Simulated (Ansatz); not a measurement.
## Cu: phonon heat capacity and phonon entropy against temperature

All results are calculated (Ansatz 0.2.0). Harmonic vibrational free energy, entropy and heat capacity at constant volume, per atom, from the force constants of a q mesh, imaginary modes left out; plane waves with PAW datasets, Gamma-centred k mesh.

Structure of every row (space group Fm-3m, No. 225):
```
CELL_PARAMETERS angstrom
0.00000 1.75940 1.75940
1.75940 0.00000 1.75940
1.75940 1.75940 0.00000
ATOMIC_POSITIONS crystal
Cu 0.00000 0.00000 0.00000
```

Settings of every row: functional LDA; dispersion none; spin none; wave cutoff 420 eV; k mesh 20x20x20; occupations fermi dirac; smearing width 0.15 eV; pressure 0 GPa; phonon method linear response; q mesh 2x2x2.

Limits: coarse q mesh; metal sensitive to the k mesh.

```csv
row,temperature (K),phonon heat capacity (kB/atom),phonon entropy (kB/atom),phonon free energy (meV/atom)
1,200,2.591,2.593,14.6
2,300,2.807,3.692,-12.7
3,400,2.889,4.513,-48.2
4,500,2.928,5.162,-90
5,600,2.95,5.698,-136.9
6,700,?,?,?
7,800,2.972,6.55,-242.8
8,900,2.977,6.9,-300.7
9,1000,2.982,7.214,-361.6
```

Question: what phonon heat capacity and phonon entropy should row 6 give?

Worked fit of phonon heat capacity. At high temperature a harmonic heat capacity falls short of its limit by a term in 1/T², so take t = (100 K / T)². The shown rows have t = 0.25, 0.11111, 0.0625, 0.04, 0.02778, 0.01562, 0.01235, 0.01. Least squares give phonon heat capacity = 2.9998 − 1.818 × t + 0.731 × t² kB/atom; a straight line predicts inner rows, each left out in turn, worse (root mean square 0.0042 against 0.0004 kB/atom). All shown rows lie on it to the printed digit. The constant, 2.9998 kB/atom, is to be held against the harmonic limit of 3 k_B an atom. The withheld row has t = 0.02041, so the fit gives 2.9998 − 1.818 × (0.02041) + 0.731 × (0.02041)² = 2.963 kB/atom.

The calculation gave 2.963 kB/atom. The fit meets it to the printed digit.

Worked fit of phonon entropy. Entropy rises as the heat capacity times the change of ln T, so take t = ln(T / 300 K). The shown rows have t = -0.4055, 0, 0.2877, 0.5108, 0.6931, 0.9808, 1.0986, 1.204. Least squares give phonon entropy = 3.7034 + 2.79527 × t + 0.10443 × t² kB/atom; a straight line predicts inner rows, each left out in turn, worse (root mean square 0.026 against 0.0083 kB/atom). The rows lie off it by 0.006, -0.011, -0.003, 0.004, 0.007, 0.005, 0.000, -0.006 (root mean square 0.006 kB/atom), a smooth pattern that one more power would take up: the form is only approximate. The slope at t = 0, 2.8 kB/atom, estimates the heat capacity at 300 K. The withheld row has t = 0.8473, so the fit gives 3.7034 + 2.79527 × (0.8473) + 0.10443 × (0.8473)² = 6.147 kB/atom.

The calculation gave 6.154 kB/atom. The fit lies 0.007 kB/atom (0.15 % of the column's range) below it; its largest miss of a shown row is 0.011 kB/atom.

The other values of row 6: phonon free energy -188 meV/atom.
